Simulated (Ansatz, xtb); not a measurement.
# C2H7BSi: which of two isomers lies lower

Structure I: `B/C=C/[SiH3]`, a singlet. Structure II: `BC(=C)[SiH3]`, a singlet. Both are isolated molecules in the gas phase, relaxed with PBE0-D3(BJ)/def2-SVP; the shapes shown needn't be the lowest conformers.

I (Å):

```yaml
atoms:
  - { symbol: C, position_ang: [-1.6646, 1.7618, 0.6126] }
  - { symbol: C, position_ang: [-1.6631, 0.9601, -0.4786] }
  - { symbol: B, position_ang: [-1.3434, 3.2702, 0.5049] }
  - { symbol: Si, position_ang: [-2.0408, -0.8804, -0.4718] }
  - { symbol: H, position_ang: [-1.0800, 3.7364, -0.5814] }
  - { symbol: H, position_ang: [-1.3496, 3.9925, 1.4748] }
  - { symbol: H, position_ang: [-1.9037, 1.3074, 1.5842] }
  - { symbol: H, position_ang: [-1.4211, 1.4300, -1.4436] }
  - { symbol: H, position_ang: [-2.3459, -1.3211, 0.9214] }
  - { symbol: H, position_ang: [-3.2103, -1.1640, -1.3594] }
  - { symbol: H, position_ang: [-0.8673, -1.6435, -0.9978] }
```

II (Å):

```xyz
11

C    -1.6257    1.3151   -0.0419
C    -1.4362    2.3537    0.8026
B    -1.2707    1.5225   -1.5362
Si   -2.2971   -0.3291    0.5732
H    -1.4106    0.6400   -2.3536
H    -0.8409    2.5956   -1.9001
H    -1.0439    3.3129    0.4401
H    -1.6577    2.3029    1.8773
H    -2.5537   -0.2682    2.0465
H    -3.5740   -0.6643   -0.1294
H    -1.3202   -1.4265    0.2943
```

Energies in hartree; the thermal terms are from PBE0-D3(BJ)/def2-SVP harmonic frequencies (ideal gas, rigid rotor, one conformer each, 298.15 K, 1 atm) and include the zero-point energy:

```
                              I           II
E, CCSD(T)/def2-SVP  −393.742851  −393.743773
    E, MP2/def2-SVP  −393.666884  −393.668191
  E, MP2/def2-TZVPP  −393.983930  −393.985337
  zero-point energy     0.077871     0.077867
       H(298 K) − E     0.085305     0.085222
       G(298 K) − E     0.048534     0.048700
```

**Question.** Correct the CCSD(T) difference for the basis set by the MP2 change, then work out ΔE, ΔE₀, ΔH and ΔG for I → II in kcal/mol (1 Eh = 627.51 kcal/mol) and the equilibrium ratio [II]/[I].

**Answer.** 1. Differences II − I: CCSD(T) −0.000922, MP2 in the small set −0.001307, MP2 in the large set −0.001407 Eh.
2. ΔE = −0.000922 + (−0.001407 − (−0.001307)) = −0.001022 Eh = −0.64 kcal/mol.
3. ΔE₀ = ΔE + ΔZPE = −0.001022 + (−0.000004) Eh = −0.64 kcal/mol.
4. ΔH = ΔE + (−0.000083) Eh = −0.69 kcal/mol.
5. ΔG = ΔE + (+0.000166) Eh = −0.54 kcal/mol, so ΔS = (ΔH − ΔG)/T = −2.2 J/(mol K).
6. kT = 0.9442 mEh, so K = [II]/[I] = exp(−ΔG/kT) = exp(+0.91) ≈ 2.5.

The two are too close for this level to say which is favoured. An error of 1 kcal/mol in ΔG would change K by a factor of 5.4. Mirror images and further conformers aren't counted.

As drawn, both hold the same kinds of bond in the same numbers.

Other levels gave ΔE = −0.2 (GFN2-xTB); +5.4 (HF/STO-3G, GFN2-xTB geometries); +2.2 (r2SCAN-D4/def2-SVP, GFN2-xTB geometries); −0.4 (PBE0-D3(BJ)/def2-SVP); −0.4 (HF/def2-SVP); −0.8 (MP2/def2-SVP); −0.6 (CCSD(T)/def2-SVP) kcal/mol. The correlated steps freeze 8 core orbitals. Programs: Ansatz 0.2.0, xtb 6.7.1.

Moving the silyl group from the carbon remote from boron to the one bearing it costs almost nothing. In both structures the BH₂ group lies in the alkene plane, so boron's empty p orbital can accept π density from C=C, and the main electronic stabilisation survives the exchange. Geminal substitution should bring some crowding, but the long Si–C bond and small BH₂ group soften it. Silicon in II also sits on the carbon less depleted by π donation to boron, which probably helps to offset the remaining strain.

Hartree–Fock and CCSD(T) in def2-SVP nearly agree, so correlation largely cancels between the isomers. The two clearly positive differences, from HF/STO-3G and r2SCAN-D4, both rest on GFN2-xTB geometries, which may contribute alongside the minimal basis or the functional. The equilibrium ratio says nothing about how readily the isomers interconvert, since that requires skeletal rearrangement rather than simple bond rotation.
